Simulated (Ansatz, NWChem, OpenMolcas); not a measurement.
Errors in the dipole moment

8 molecules holding an element from Na to Cl; the dipole moment in D, computed less measured. Shapes, held fixed at every level: PBE0-D4/def2-TZVP. No vibrational averaging. Dipoles are compared by magnitude; molecules under 1 D, whose direction can flip, are left out. Programs: Ansatz 0.2.0, NWChem 7.3.0, OpenMolcas 26.06. A level may come from different programs for different species; with the same settings they agree closely. Measured values: NIST CCCBDB.

Levels: A = HF/def2-SVP; B = PBE-D4/def2-TZVPP; C = r2SCAN-D4/def2-TZVPP; D = B3LYP/6-31G* (Cartesian functions).

```tsv
molecule	measured	A	B	C	D
HCl (SMILES Cl)	1.08	+0.33	+0.09	+0.14	+0.38
PF3 (phosphorus trifluoride)	1.03	+0.52	-0.19	-0.18	-0.05
CH3Cl (chloromethane)	1.87	+0.22	-0.05	+0.05	+0.14
CHCl2F (dichlorofluoromethane)	1.29	+0.27	-0.13	-0.06	+0.05
SCl2O2 (sulfuryl chloride)	1.81	+0.48	-0.18	-0.13	-0.33
SiH3Cl (SMILES [SiH3]Cl)	1.31	+0.26	-0.15	-0.09	+0.37
SO2F2 (sulfuryl fluoride)	1.12	+0.01	-0.01	+0.02	+0.06
C2H6S (dimethyl sulfide)	1.50	+0.16	+0.01	+0.10	+0.20
```

Task: Which level does best on this set, which worst, and which err to one side?

Result: 
```csv
level,kind,mean error,mean absolute error,worst case
HF/def2-SVP,Hartree–Fock,+0.281,0.281,PF3
PBE-D4/def2-TZVPP,GGA,-0.076,0.101,PF3
r2SCAN-D4/def2-TZVPP,meta-GGA,-0.019,0.096,PF3
B3LYP/6-31G* (Cartesian functions),global hybrid,+0.103,0.198,HCl
```

On this set r2SCAN-D4/def2-TZVPP has the smallest mean absolute error and HF/def2-SVP the largest. HF/def2-SVP is too high in 8 of 8; PBE-D4/def2-TZVPP is too low in 6 of 8; B3LYP/6-31G* (Cartesian functions) is too high in 6 of 8. The levels differ in basis as well as in method. The tabulated value of HCl is in doubt (older tables, estimates, or at odds with other calculations) and kept here. Over the 7 molecules whose values aren't doubted the mean absolute errors are A 0.274; B 0.103; C 0.090; D 0.171. The smallest two are near a tie. The set is small.

The near-zero mean error of r2SCAN reflects cancellation between molecules: it overestimates the dipoles of chloromethane and dimethyl sulfide but underestimates those of PF3 and sulfuryl chloride. PBE, in the same basis, gives a smaller dipole than r2SCAN in every row, though the two barely differ for PF3. The Hartree–Fock excess probably stems in part from missing electron correlation, which usually leaves polar bonds too ionic, with the small basis as another possible contributor. B3LYP/6-31G* has no comparable uniform bias: its errors of +0.37 D for SiH3Cl and -0.33 D for sulfuryl chloride are large and opposite, so a constant shift would not repair it.

Sulfuryl fluoride is reproduced closely at all four levels, but this is a weak test of bond polarity. Its S–O and S–F bond dipoles partly oppose each other, so errors in the two can cancel in the total. Good agreement for the molecular dipole therefore doesn't establish that the underlying charge distribution is equally accurate.
